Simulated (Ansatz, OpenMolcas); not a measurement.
**A ladder of methods for GaH2O2F (SMILES [OH][Ga]([OH])[F])**

GaH2O2F: 6 atoms, total charge 0, spin state singlet. SMILES: `[OH][Ga]([OH])[F]`. Geometry: relaxed at PBE0-D4/def2-TZVP. This is one conformer, not always the lowest.

Each level gives the vertical energy of the triplet above the singlet (eV). The values are calculated.

```
                               level                    kind     program  value (eV)  CPU time (all runs)
 revPBE/6-31G* (spherical functions)                     GGA      Ansatz        5.19                 39 s
   TPSS/6-31G* (spherical functions)                meta-GGA  OpenMolcas        5.28              3.1 min
  B3LYP/6-31G* (spherical functions)           global hybrid  OpenMolcas        5.60                 68 s
   PBE0/6-31G* (spherical functions)           global hybrid  OpenMolcas        5.79                 63 s
  B3LYP/6-31G* (Cartesian functions)           global hybrid  OpenMolcas        5.60                 81 s
wB97M-V/6-31G* (spherical functions)  range-separated hybrid      Ansatz        6.30              4.3 min
  wB97X/6-31G* (spherical functions)  range-separated hybrid      Ansatz        6.45              2.2 min
   CCSD/6-31G* (spherical functions)   coupled cluster or CI      Ansatz        6.52              1.9 min
```

All-electron rows without a relativistic Hamiltonian named are non-relativistic. The values span 5.19 to 6.52 eV. A triplet this far above the singlet is often a Rydberg-like or dissociative state; sets without diffuse functions put Rydberg states too high. In the correlated wave-function rows the outer d shell of Ga is correlated, in sets not made for it. Times are those of the runs behind each value, whatever else they computed, on shared processors of several kinds: orders of magnitude only.

At every level the triplet lies well above the singlet at this geometry, as expected for Ga(III) with a filled d shell and no partly filled valence shell to offer a cheap spin flip. The excitation probably takes an electron from an oxygen lone pair into an empty orbital of Ga 4s and Ga–ligand antibonding character. It would thus move charge from ligand to metal and weaken the bonds around gallium.

The gap grows from the semilocal functionals through the global hybrids to the range-separated ones, with CCSD highest at 6.52 eV, possibly because a larger share of exact exchange, particularly at long range, raises the cost of such a charge shift. wB97X, at 6.45 eV, comes closest to CCSD, but one molecule and one state cannot establish a general ranking of the functionals. Spherical and Cartesian functions both give 5.60 eV with B3LYP, so that choice does not matter here. The vertical gaps do not show how far the triplet would fall on relaxation, or whether it would keep all its bonds.
